In a metal the highest occupied band is only partly filled, and a calculation on a finite mesh of k points has to decide how to count the states near the Fermi level, where filling stops. A sharp cut makes the sum jump whenever a band crosses the level at a mesh point. Smearing softens the cut by letting states within some energy width be partly occupied. The atoms stay where they are, yet the energy changes, and the question here is by how much for InSe2 in PBE without spin polarisation.

Effect of occupation rule and width on the energy of InSe2 (P4/nmm, 6-atom cell, a = 3.895, c = 9.626 Å) at fixed atoms, from Ansatz 0.2.0 with plane-wave PAW, scalar-relativistic PBE, no spin polarisation, a 420 eV cutoff and a 10×10×4 k mesh. The reference is Gaussian smearing of 0.1 eV; the energy, unlike the free energy, is extrapolated to zero smearing.

```
  occupation rule  occupation width (eV)  energy less reference (meV/atom)  free energy less reference (meV/atom)
      Fermi-Dirac                   0.05                            -0.158                                 -0.716
      Fermi-Dirac                    0.2                             0.068                                  -22.2
      Fermi-Dirac                    0.3                              4.93                                  -53.8
      Fermi-Dirac                    0.5                                16                                   -168
         Gaussian                   0.01                             0.004                                   1.24
         Gaussian                    0.5                            -0.693                                  -20.5
Methfessel-Paxton                   0.05                             0.021                                   1.29
Methfessel-Paxton                    0.1                              0.09                                   1.26
Methfessel-Paxton                    0.3                             -1.03                                 -0.041
             cold                   0.01                                 ?                                      ?
             cold                    0.3                                 ?                                      ?
      tetrahedron                      0                                 ?                                      ?
```

The table has two energies because smearing produces two. The free energy includes an entropy-like term that comes with partial occupation, and it is the quantity that the self-consistent calculation minimises. The other column, energy less reference, is an extrapolation to zero smearing. Both are differences from a run with Gaussian smearing of 0.1 eV, and the width serves here as a numerical setting. Only for the Fermi-Dirac rule could it be read as an electronic temperature, and even 0.05 eV would then be roughly twice room temperature.

The first limiting case is a width close to zero. Gaussian smearing of 0.01 eV should leave almost no entropy term, yet its free energy stands 1.24 meV/atom above the reference. The offset belongs to the reference, whose own smearing has lowered its free energy by that amount. A run with no smearing error on this mesh would therefore show about +1.25 in the free-energy column and zero in the energy column. The offset also tells us that the reference has partly filled states at its Fermi level, as a metal does.

The next step is to see how the lowering grows with width. Smearing replaces a sharp Fermi level by an average over nearby levels, weighted by a broadening function. The grand potential, which is the energy less the Fermi level times the number of electrons, curves downwards as the Fermi level moves, and its curvature is minus the density of states. Averaging a downward-curving function lowers it, in proportion to the mean square spread. To this order the free energy at a fixed number of electrons changes by the same amount:

F(σ) − F(0) ≈ −D m2 σ²/2

Here F is the free energy, σ the occupation width, D the density of states at the Fermi level, and m2 the mean square of the broadening function in units of σ². For a Gaussian m2 is 1/2. For the Fermi-Dirac rule, whose width is the thermal energy kT, it is π²/3. Equal widths therefore don't mean equal smearing: a Fermi-Dirac width does the work of a Gaussian width about 2.6 times as large. The table bears this out, for Fermi-Dirac at 0.2 eV and Gaussian at 0.5 eV give similar free energies, −22.2 and −20.5 meV/atom.

The quadratic law can be tried with mental arithmetic. Going from 0.1 to 0.5 eV multiplies σ² by 25, so the lowering of 1.25 meV/atom should become about 31, which is 30 below the reference. The computed drop is only two thirds of that. The law has the right direction and scale, but a single density of states evidently doesn't serve both widths.

The same law explains the extrapolated energy. If the free energy falls as σ², the internal energy, which leaves out the entropy term, rises by the same amount, and their mean is free of the error. For Gaussian smearing of 0.5 eV this removes nearly all of the shift and leaves −0.69 meV/atom. For the Fermi-Dirac rule it leaves 4.93 at 0.3 eV and 16 at 0.5 eV, because the cancellation covers only the quadratic part. The small value at 0.2 eV lies between a negative error at 0.05 eV and a positive one at 0.3 eV, so it marks a change of sign and not convergence.

Methfessel-Paxton and cold smearing attack the error at its root. Their broadening functions go negative in places, and they are shaped so that m2 vanishes. The quadratic lowering is then absent from the free energy itself. What remains for a symmetric function is the next term of the expansion:

−D″ m4 σ⁴/24

D″ is the curvature of the density of states with energy, and m4 is the mean fourth power of the broadening function. Where m2 doesn't vanish, holding the number of electrons fixed adds a second term of the same order, D′² m2² σ⁴/(8D), with D′ the slope of the density of states; it is left out in what follows. For a Gaussian m4 is 3/4; for Methfessel-Paxton smearing, taken here to be of first order since the order isn't stated, it is −3/4. At 0.3 eV this rule gives a free energy almost equal to the reference, but that is a coincidence of two errors. Measured from the unsmeared level it has dropped by about 1.3 meV/atom. A negative D″, meaning a density of states that falls away on average on both sides of the Fermi level, would produce such a drop. A coarse mesh could do so too: it puts only a few levels near the Fermi level, and wide smearing evens out their irregular spacing where narrow smearing doesn't.

A least-squares fit of the two terms to the Fermi-Dirac run at 0.05 eV, the Gaussian run at 0.01 eV and the three Methfessel-Paxton runs gives D = 0.51 states per eV and atom. It also gives D″ of about −5 states per eV³ and atom, but this value hangs almost wholly on the single Methfessel-Paxton run at 0.3 eV. No density of states is printed, but the entropy terms in the output allow a check on D. To leading order such a term is D m2 σ², twice the lowering of the free energy. That gives 0.50 states per eV and atom for the reference and 0.34 for the Gaussian run at 0.5 eV. The fitted D therefore belongs to narrow smearing on this mesh, and D and D″ are best read as effective constants.

The Gaussian run at 0.5 eV, which was not in the fit, seems to confirm them: the two terms give −20.6 meV/atom, almost exactly the computed value. The extrapolated energy shows why this agreement is deceptive. Taking the mean of free and internal energy reverses the sign of a fourth-order error instead of removing it, so this term alone would leave about −10 meV/atom, far more than the table has. The fitted constants thus don't describe this run, whether because higher orders are large or because the mesh distorts the constants, and the match in the free energy is partly luck. The Methfessel-Paxton run at 0.3 eV, from which D″ comes, gives a similar warning. There the printed energies show that the extrapolation goes only a quarter of the way from the free to the internal energy, the share that removes a pure fourth-order error. The extrapolated energy should then be near zero, but the table has −1.03 meV/atom. The entropy term says the same: a pure fourth-order drop of 1.3 meV/atom would come with an entropy term four times as large, but the run prints 1.06 meV/atom, which corresponds to a D″ near −1. Most of the fitted D″ is therefore not a fourth-order effect, be the rest higher orders or an error of the mesh.

For wide Fermi-Dirac smearing the short expansion fails outright. At 0.5 eV it puts the free energy some 400 meV/atom above the reference, where the computed value is 168 below. The damage comes from the fitted D″, for the quadratic term alone gives about −204. The entropy terms at 0.2, 0.3 and 0.5 eV correspond to 0.36, 0.41 and 0.45 states per eV and atom. This suggests that on the wider scale the density of states rises away from the Fermi level, which also fits the positive extrapolated energies. The Fermi-Dirac function has long tails, which reach over several electronvolts at this width. A density of states described by its value and curvature at one point can't be trusted so far away.

The three open rows can now be forecast, beginning with the easiest. Cold smearing of 0.01 eV is practically no smearing, whatever the shape of the function. Its free energy should be +1.26 ± 0.1 meV/atom, which is the reference's own offset as the fit has it. The error bar allows for the small scatter among the narrow Gaussian and Methfessel-Paxton runs.

Cold smearing of 0.3 eV needs the fourth-order term. Its m4 is −3/2, twice that of Methfessel-Paxton smearing, so the drop of 1.3 meV/atom at the same width should double to 2.6. Taken from the unsmeared level of +1.26, this gives a free energy of −1.3 meV/atom.

The error bar on that value has to be wide, because the cold function is lopsided. A lopsided function also has a third-order term, proportional to the slope of the density of states at the Fermi level. The symmetric rules have no such term and feel the slope only through its square at fourth order, so the known energies don't give its sign and say little about its size. If the density of states changes by its own value over about 0.45 eV, the scale that the fitted constants suggest, the term comes to 3.6 meV/atom. The forecast is therefore −1.3 ± 4.

The tetrahedron method has no smearing at all. It interpolates the bands between mesh points and fills them up to a sharp Fermi level, so its free energy should also stand at the unsmeared level, +1.26 meV/atom. But it sums the same mesh in a different way, and how far the two sums differ can't be read from runs that all use one mesh. The bar of ± 1.5 is a judgement of that difference.

For the extrapolated energy the forecast is zero in all three rows, with the same error bars. For cold smearing this is the less certain part, since the extrapolation differs between Gaussian and Methfessel-Paxton smearing and the known rows don't show the rule for cold.

The withheld rows as computed:

```
occupation rule  occupation width (eV)  energy less reference (meV/atom)  free energy less reference (meV/atom)
           cold                   0.01                             0.005                                   1.25
           cold                    0.3                             -2.08                                 -0.632
    tetrahedron                      0                             -1.09                                  0.160
```

All six values fall within their bars, but they teach different things. The narrow cold run agrees with its forecast to about 0.01 meV/atom in both columns. This confirms that at 0.01 eV the shape of the broadening function no longer matters. It is a test of the offset and not of anything special to cold smearing.

The wide cold run has a free energy of −0.63 meV/atom, 0.7 above the forecast. It did drop below the unsmeared level, and by more than the Methfessel-Paxton run of equal width, though by less than double. That doesn't show the fourth moment at work. The entropy term of this run is negative, about −0.6 meV/atom, so the free energy is rising with width at 0.3 eV, where a fourth-order drop alone would have it falling steeply. The forecast leaves out the third-order term and all orders above the fourth, and one run can't separate them. Nor does the hit prove the fourth-order picture, for a forecast of no smearing error at all would also have fallen within so wide a bar.

The extrapolated energy of this run is more instructive. It misses zero by −2.08 meV/atom, while the free energy lies about 1.9 below its unsmeared level, so extrapolation has brought no gain. The printed energies show that the rule here isn't the mean: it goes only a third of the way from the free to the internal energy, the share that cancels a third-order error. The sign of the miss says more. With the third-order term cancelled, the fourth-order term of the forecast would have left a small positive error, not a negative one. Either higher orders matter here too or the fitted D″ is wrong, and the free-energy hit is partly luck. With Gaussian smearing the free energy is poor and the extrapolated value much better; with cold smearing the free energy is already about as good as the extrapolated value.

The tetrahedron run misses by the largest share of its bar. Its free energy is 0.16 meV/atom, 1.1 below the forecast, and its extrapolated energy is also 1.1 below. The two misses are one and the same. The columns differ by 1.25, exactly the reference's offset, as they must when a run's free and extrapolated energies coincide. That difference holds by construction and tests nothing; what the run shows is that the whole energy has moved.

What moved it is most likely the way the bands are treated between mesh points, since that is where the tetrahedron method parts from a narrowly smeared sum. Its Fermi level has moved too, to 9.066 eV against 9.227 eV for the narrow Gaussian run. The close agreement of the narrow smeared runs gave no warning, because they all sum the same mesh points in nearly the same way and would share any error that comes from it. The Methfessel-Paxton run at 0.3 eV offers a hint, for its extrapolated energy of −1.03 meV/atom almost equals the tetrahedron's −1.09. Both methods even out the gaps between the levels of the mesh, so part of the drop that was put down to D″ may really be a mesh error in the narrow runs. One such match isn't proof, and whether the tetrahedron value or the narrowly smeared one lies nearer to the limit of a dense mesh is left open. Repeating both on a finer mesh, and watching which of them moves, would settle it.
